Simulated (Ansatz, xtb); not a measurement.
C6H10Si: which of two isomers lies lower

We compare I, `C=C/C=C/C=C\[SiH3]`, a singlet, with II, `C=C/C=C/C(=C)[SiH3]`, a singlet. Both are isolated molecules in the gas phase, relaxed with PBE-D3(BJ)/def2-SVP; the shapes shown needn't be the lowest conformers.

I (Å):

| atom | x (Å) | y (Å) | z (Å) |
| --- | --- | --- | --- |
| C | 0.4204 | -2.5178 | 2.7614 |
| C | 0.0477 | -1.3169 | 2.2544 |
| C | 0.0727 | -0.9794 | 0.8480 |
| C | -0.3054 | 0.2311 | 0.3363 |
| C | -0.2780 | 0.5598 | -1.0709 |
| C | -0.6505 | 1.7551 | -1.6161 |
| Si | -1.2868 | 3.2499 | -0.6682 |
| H | 0.3827 | -2.7245 | 3.8412 |
| H | 0.7746 | -3.3292 | 2.1044 |
| H | -0.3026 | -0.5271 | 2.9434 |
| H | 0.4227 | -1.7618 | 0.1496 |
| H | -0.6549 | 1.0100 | 1.0395 |
| H | 0.0795 | -0.2454 | -1.7409 |
| H | -0.5720 | 1.8527 | -2.7132 |
| H | -0.2671 | 3.7681 | 0.3145 |
| H | -1.6064 | 4.3476 | -1.6449 |
| H | -2.5349 | 2.9286 | 0.1146 |

II (Å):

```xyz
17

C     1.0056    2.8216    0.6577
C     0.1707    1.8696    1.1405
C     0.2001    0.4762    0.7470
C    -0.6444   -0.4785    1.2373
C    -0.6456   -1.8880    0.8658
C    -1.5392   -2.7528    1.4233
Si    0.5972   -2.5536   -0.4029
H     0.9417    3.8682    0.9905
H     1.7800    2.5757   -0.0876
H    -0.5938    2.1516    1.8872
H     0.9649    0.1931   -0.0003
H    -1.4007   -0.1677    1.9839
H    -2.2809   -2.4065    2.1659
H    -1.5636   -3.8222    1.1615
H     2.0146   -2.3385    0.0582
H     0.3526   -4.0264   -0.5786
H     0.4413   -1.8637   -1.7324
```

Energies in hartree; the thermal terms are from GFN2-xTB frequencies at re-optimised GFN2-xTB minima (ideal gas, soft modes damped towards free rotors, one conformer each, 298.15 K, 1 atm) and include the zero-point energy:

|  | I | II |
| --- | --- | --- |
| E, CCSD(T)/def2-SVP | −522.657125 | −522.657053 |
| E, MP2/def2-SVP | −522.539127 | −522.539068 |
| E, MP2/def2-TZVPP | −523.089689 | −523.089925 |
| zero-point energy | 0.129560 | 0.129379 |
| H(298 K) − E | 0.139911 | 0.139701 |
| G(298 K) − E | 0.095143 | 0.095354 |

**Question.** Correct the CCSD(T) difference for the basis set by the MP2 change, then work out ΔE, ΔE₀, ΔH and ΔG for I → II in kcal/mol (1 Eh = 627.51 kcal/mol) and the equilibrium ratio [II]/[I].

**Answer.** 1. Differences II − I: CCSD(T) +0.000072, MP2 in the small set +0.000059, MP2 in the large set −0.000236 Eh.
2. ΔE = +0.000072 + (−0.000236 − (+0.000059)) = −0.000223 Eh = −0.14 kcal/mol.
3. ΔE₀ = ΔE + ΔZPE = −0.000223 + (−0.000181) Eh = −0.25 kcal/mol.
4. ΔH = ΔE + (−0.000210) Eh = −0.27 kcal/mol.
5. ΔG = ΔE + (+0.000211) Eh = −0.01 kcal/mol, so ΔS = (ΔH − ΔG)/T = −3.7 J/(mol K).
6. kT = 0.9442 mEh, so K = [II]/[I] = exp(−ΔG/kT) = exp(+0.01) ≈ 1.

The two are too close for this level to say which is favoured. An error of 1 kcal/mol in ΔG would change K by a factor of 5.4. Mirror images and further conformers aren't counted.

As drawn, both hold the same kinds of bond in the same numbers.

Other levels gave ΔE = +1.5 (GFN2-xTB); +0.9 (HF/STO-3G, GFN2-xTB geometries); +1.2 (r2SCAN-D4/def2-SVP, GFN2-xTB geometries); +1.1 (PBE-D3(BJ)/def2-SVP); +1.1 (HF/def2-SVP); 0.0 (MP2/def2-SVP); 0.0 (CCSD(T)/def2-SVP) kcal/mol. The correlated steps freeze 11 core orbitals. Programs: Ansatz 0.2.0, xtb 6.7.1.

The near-degeneracy probably reflects a balance of similar steric costs. Both structures keep an extended, essentially planar triene with s-trans single bonds, so neither gives up much π conjugation. In I the silyl group sits cis to the dienyl chain, while in II it shares a carbon with it; either way it is pushed towards a hydrogen further along the chain. The long Si–C bond softens both contacts, and silyl interacts only weakly with the π system, so moving it has little electronic effect.

Hartree–Fock in the small basis favours I by 1.1 kcal/mol, whereas MP2 and CCSD(T) in that basis bring the pair level. Correlation therefore favours II, perhaps through medium-range attraction in its more compact, branched skeleton.

The result doesn't amount to a general preference, or lack of one, between terminal and internal silylation: the E isomer of I, which isn't among the structures computed, would avoid the cis contact and probably lie lower than I.
